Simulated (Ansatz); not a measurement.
**A substitution series on Si: OH to F**

On one Si centre that keeps NH2, n of the OH ligands are replaced by F. The atomisation energy (no zero-point term) y in kJ/mol at CCSD(T)/CBS estimate. Shapes, held fixed at every level: PBE0-D4/def2-TZVP. Flexible molecules stand in one conformer, not always the lowest. Programs: Ansatz 0.2.0.

| molecule | n | y (kJ/mol) |
| --- | --- | --- |
| Si(NH2)(OH)3 | 0 | 4015 |
| Si(NH2)(OH)2F | 1 | ? |
| Si(NH2)(OH)F2 | 2 | 3333 |
| Si(NH2)F3 | 3 | 2987 |

Question: Fit y = c + s·n to the known rows and predict Si(NH2)(OH)2F.

Answer: 
1. Means of the 3 rows: n = 1.66667, y = 3445.0.
2. Σ(Δn)² = 4.6667, Σ(Δn·Δy) = -1598, so the slope is -1598/4.6667 = -342.43.
3. Intercept: 3445.0 − (-342.43) × 1.66667 = 4015.7. The largest residual of the fit is 2.2.
4. Si(NH2)(OH)2F: 4015.7 + (-342.43) × 1 = 3673 kJ/mol.

The run gave 3677 kJ/mol, so the prediction is off by -4 kJ/mol, more than the scatter of the fit. The steps are nearly additive. The slope is the difference between a Si–F and a Si–OH bond with the ligands’ own bonds. Other levels give for Si(NH2)(OH)2F: PBE-D4/def2-TZVPP 3696; B2PLYP/def2-TZVPP 3612; MP2/def2-SVP 3411 kJ/mol. The CBS estimate extrapolates MP2 from def2-TZVPP and def2-QZVPP and adds CCSD(T) − MP2 in the triple-zeta set, cores frozen.

Atomisation energy falls at every replacement of OH by F, but this doesn't mean that fluorine is held more weakly. The Si–F bond is among the strongest single bonds silicon forms, helped by its high polarity, and is stronger than Si–O. What disappears is the O–H bond inside the ligand, together with one atom to be separated, and this loss outweighs the gain at silicon.

Near-additivity follows because each step exchanges the same bonds at a centre that remains tetravalent. With the computed value for Si(NH2)(OH)2F included, each successive replacement costs slightly more than the one before. This suggests a weak coupling between ligands, probably through competition for silicon's acceptor orbitals or changing OH···F contacts, though the energies alone can't separate the two. The very low MP2/def2-SVP value probably reflects a basis too small to recover the correlation energy of the bonds. Whether fluorination by HF is favourable doesn't follow from the slope, since that also requires the energies of HF and water.
